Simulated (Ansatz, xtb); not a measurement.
# Redistribution: CF4 + CH4S → CHF3S + CH3F

Species: CF4 (tetrafluoromethane) `FC(F)(F)F`, singlet; CH4S `CS`, singlet; CHF3S (trifluoromethanethiol) `FC(F)(F)S`, singlet; CH3F (fluoromethane) `CF`, singlet. The partners trade F for SH; both sit on C, so the bond types are kept.

Shapes, held fixed at every level: PBE0-D4/def2-TZVP. Programs: Ansatz 0.2.0, xtb 6.7.1. The zero-point and thermal change to 298 K, harmonic and unscaled (PBE0-D4/def2-TZVP), is -0.1 kJ/mol.

```
                level                    kind  ΔH(298 K) (kJ/mol)  less CCSD(T)/CBS estimate
             GFN1-xTB          semi-empirical                -3.4                      -73.5
    PBE-D4/def2-TZVPP                     GGA               +63.5                       -6.6
 r2SCAN-D4/def2-TZVPP                meta-GGA               +71.9                       +1.8
  B3LYP-D4/def2-TZVPP           global hybrid               +62.8                       -7.3
r2SCAN0-D4/def2-TZVPP           global hybrid               +79.0                       +8.9
   wB97X-V/def2-TZVPP  range-separated hybrid               +69.5                       -0.6
       MP2/def2-TZVPP     perturbation theory               +77.9                       +7.8
     CCSD(T)/def2-SVP   coupled cluster or CI               +87.6                      +17.5
 CCSD(T)/CBS estimate   coupled cluster or CI               +70.1                        0.0
```

The highest level, CCSD(T)/CBS estimate, gives ΔH(298 K) = +70.1 kJ/mol; the levels span -3.4 to +87.6. They disagree on the sign: 8 of 9 are positive. GFN1-xTB strays far from the other rows. The column of differences is taken from that level and isn't an error. No measured value is set beside it here. The CBS estimate extrapolates MP2 from def2-TZVPP and def2-QZVPP and adds CCSD(T) − MP2 in the triple-zeta set, cores frozen.

The exchange is clearly endothermic at the highest level: fluorine is worth more on a carbon that already carries three fluorines than on a methyl carbon. Because the bond types are kept, the enthalpy measures how far substituent effects depart from additivity, and with a thermal change of only -0.1 kJ/mol it is almost wholly electronic. In CF4, each fluorine lone pair can donate into neighbouring C–F σ* orbitals, and the strongly positive carbon adds Coulomb attraction to every fluorine. Putting SH in place of one fluorine weakens this mutual stabilisation, and CH3F, with a single fluorine, cannot recover it.

All the density functionals reproduce the preference, whereas GFN1-xTB loses it, probably because its minimal basis and parametrisation describe geminal fluorine interactions poorly. For CCSD(T), going from def2-SVP to the CBS estimate lowers the enthalpy by 17.5 kJ/mol, about as much as the whole spread among the functionals. The reaction enthalpy alone cannot divide the stabilisation between hyperconjugation and electrostatics.
